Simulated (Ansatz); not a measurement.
A series in volume scale on Ta

All results are calculated (Ansatz 0.2.0). Free energy against uniform scaling of the volume at fixed shape and fractions; periodic cell, basis, potentials, k mesh and filling as listed.

The cell before it is scaled or strained (space group Im-3m, No. 229):
```
Ta
1.0
     -1.6513     1.6513     1.6513
      1.6513    -1.6513     1.6513
      1.6513     1.6513    -1.6513
Ta
1
Direct
  0.00000 0.00000 0.00000
```

Settings of every row: functional PBE; dispersion none; potentials PAW; wave cutoff 500 eV; density cutoff 2000 eV; k mesh 10x10x10; k shift 0x0x0; occupations fermi dirac; smearing width 0.15 eV; spin none.

Limits: coarse k mesh, up to 40 meV an atom off; no spin-orbit coupling, which can matter with elements this heavy.

```
row  volume scale  V (Å³/atom)  pressure (GPa)  energy above lowest point (meV/atom)
  1          0.88        15.85           38.12                                 265.5
  2          0.92        16.57               ?                                     ?
  3          0.96       17.291           13.53                                  39.7
  4             1       18.011            4.15                                   0.6
  5          1.04       18.731           -3.64                                     0
  6          1.08       19.452          -10.08                                  31.3
  7          1.12       20.172          -15.38                                  88.9
```

Question: what pressure and energy above lowest point should row 2 give?

Worked fit of pressure. Take u = (V_r/V)^(2/3) − 1 with V_r = 18.371 Å³ an atom, which is twice the finite (Eulerian) strain; such expansions in the strain, on which the Birch-Murnaghan equation of state is built, carry the rest volume and the bulk modulus. The shown rows have u = 0.10341, 0.04122, 0.01328, -0.01285, -0.0374, -0.06044. Least squares give pressure = 0.089 + 297.324 × u + 681.93 × u² GPa; a straight line predicts inner rows, each left out in turn, worse (root mean square 1.9 against 0.027 GPa). The rows lie off it by -0.01, 0.03, -0.01, -0.02, 0.00, 0.01. The pressure vanishes at u = -0.0003, or V = 18.38 Å³ an atom, and there the bulk modulus at fixed shape and fractions is B = −V dP/dV = (2/3)(1 + u) dP/du = 198 GPa. The withheld row has u = 0.07121, so the fit gives 0.089 + 297.324 × (0.07121) + 681.93 × (0.07121)² = 24.72 GPa.

The calculation gave 24.75 GPa. The fit lies 0.03 GPa (0.056 % of the column's range) below it; its largest miss of a shown row is 0.03 GPa.

Worked fit of energy above lowest point. Take u = (V_r/V)^(2/3) − 1 with V_r = 18.371 Å³ an atom, which is twice the finite (Eulerian) strain; such expansions in the strain, on which the Birch-Murnaghan equation of state is built, carry the rest volume and the bulk modulus. The shown rows have u = 0.10341, 0.04122, 0.01328, -0.01285, -0.0374, -0.06044. Least squares give energy above lowest point = −4 + 15.93 × u + 25462.4 × u² − 4001 × u³ meV/atom; a parabola predicts inner rows, each left out in turn, worse (root mean square 0.67 against 0.17 meV/atom). The rows lie off it by 0.0, 0.1, -0.1, 0.0, 0.1, 0.0. Its lowest point lies at u = -0.0003, or V = 18.38 Å³ an atom, and the curvature there gives the bulk modulus at fixed shape and fractions, B = (4/9)(1 + u)² E″(u)/V = 197 GPa. The withheld row has u = 0.07121, so the fit gives −4 + 15.93 × (0.07121) + 25462.4 × (0.07121)² − 4001 × (0.07121)³ = 124.8 meV/atom.

The calculation gave 125 meV/atom. The fit lies 0.2 meV/atom (0.075 % of the column's range) below it; its largest miss of a shown row is 0.1 meV/atom.
